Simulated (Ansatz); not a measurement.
# A series in volume per atom on InO3

Equation of state of a cubic crystal from periodic Kohn-Sham density functional theory without spin; pressure corrected for the finite basis. The results are calculated, by Ansatz 0.2.0 development build.

Cell of the first row (space group Pm-3m, No. 221):
```
cell vectors (Å)
   4.1265     0.0000     0.0000
   0.0000     4.1265     0.0000
   0.0000     0.0000     4.1265
atoms (fractions of the cell vectors)
In  0.00000  0.00000  0.00000
O   0.50000  0.00000  0.00000
O   0.00000  0.50000  0.00000
O   0.00000  0.00000  0.50000
```

Settings of every row: formula InO3; structure type ReO3; functional PBE; spin treatment none; k mesh 9x9x9; occupation method fermi-dirac; occupation width 0.061225619 eV; wave cutoff 700 eV; datasets hard PAW; density cutoff ratio 4.

Limits: a cubic model structure, not a phase known at ambient conditions; modest k-mesh, values are not fully converged in k; no spin polarisation, a magnetic state may lie lower; the SCF threshold is loose for a stress in some rows.

```csv
row,volume per atom (Å³),pressure (GPa),energy above lowest point (meV/atom)
1,17.567,4.588,15.21
2,17.941,2.891,6.53
3,18.315,1.373,1.59
4,18.688,?,?
5,19.062,-1.22,1.44
6,19.436,-2.332,5.6
7,19.81,-3.336,12.23
```

Question: what pressure should row 4 give?

Worked fit of pressure. Take u = (V_r/V)^(2/3) − 1 with V_r = 18.689 Å³ an atom, which is twice the finite (Eulerian) strain; such expansions in the strain, on which the Birch-Murnaghan equation of state is built, carry the rest volume and the bulk modulus. The shown rows have u = 0.04214, 0.02761, 0.01357, -0.01309, -0.02579, -0.03809. Least squares give pressure = 0.0063 + 97.045 × u + 259.53 × u² + 413 × u³ GPa; a parabola predicts inner rows, each left out in turn, worse (root mean square 0.0094 against 0.002 GPa). The rows lie off it by 0.000, -0.001, 0.001, 0.000, -0.001, 0.000. The pressure vanishes at u = -0.0001, or V = 18.69 Å³ an atom, and there the bulk modulus at fixed shape and fractions is B = −V dP/dV = (2/3)(1 + u) dP/du = 64.7 GPa. The withheld row has u = 4e-05, so the fit gives 0.0063 + 97.045 × (4e-05) + 259.53 × (4e-05)² + 413 × (4e-05)³ = 0.010 GPa.

The calculation gave 0.01 GPa. The fit meets it to the printed digit.

The other values of row 4: energy above lowest point 0 meV/atom.
